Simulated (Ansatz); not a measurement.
**Strength of the B–O bond: CH5BO3 → CH4BO2 + OH**

Species: CH5BO3 `COB(O)O`, singlet; CH4BO2 `CO[B]O`, doublet; OH, doublet. 

Shapes, held fixed at every level: PBE0-D4/def2-TZVP. Flexible molecules stand in one conformer, not always the lowest. Programs: Ansatz 0.2.0. Electronic energies: no zero-point or thermal term.

| level | kind | ΔE (kJ/mol) | less CCSD(T)/CBS estimate |
| --- | --- | --- | --- |
| MP2/def2-TZVPP | perturbation theory | +658.3 | +14.9 |
| HF/def2-TZVPP | Hartree–Fock | +492.8 | -150.6 |
| r2SCAN-D4/def2-TZVPP | meta-GGA | +614.1 | -29.3 |
| B3LYP-D4/def2-TZVPP | global hybrid | +618.6 | -24.8 |
| wB97M-V/def2-TZVPP | range-separated hybrid | +645.3 | +1.9 |
| CCSD(T)/def2-TZVPP | coupled cluster or CI | +631.2 | -12.2 |
| CCSD(T)/CBS estimate | coupled cluster or CI | +643.4 | 0.0 |

The highest level, CCSD(T)/CBS estimate, gives ΔE = +643.4 kJ/mol; the levels span +492.8 to +658.3. The column of differences is taken from that level and isn't an error. Hartree–Fock misses the correlation of the pair that is broken and comes out low. No measured value is set beside it here. Open shells run unrestricted. The CBS estimate extrapolates MP2 from def2-TZVPP and def2-QZVPP and adds CCSD(T) − MP2 in the triple-zeta set, cores frozen.

Homolytic loss of OH is very costly at every level, as expected for a B–O bond. The large electronegativity difference gives the σ bond strong polar character, and oxygen lone pairs donate into the formally empty boron p orbital. Cleavage forfeits both contributions from the departing oxygen, while the boron-centred radical can keep π donation from its two remaining oxygens.

MP2 overshoots more than its +14.9 kJ/mol difference suggests. In the same triple-zeta basis it gives +658.3 against +631.2 for CCSD(T), so basis incompleteness hides part of its overbinding, probably an exaggerated pair correlation that higher-order terms reduce. Enlarging the basis strengthens the bond, as it recovers more of the correlation between electrons brought together in the intact molecule. Among the density functionals, wB97M-V lies closest to the reference, while r2SCAN-D4 and B3LYP-D4 bind too weakly relative to it. One B–O cleavage doesn't establish that this ordering carries over to other boron bonds.
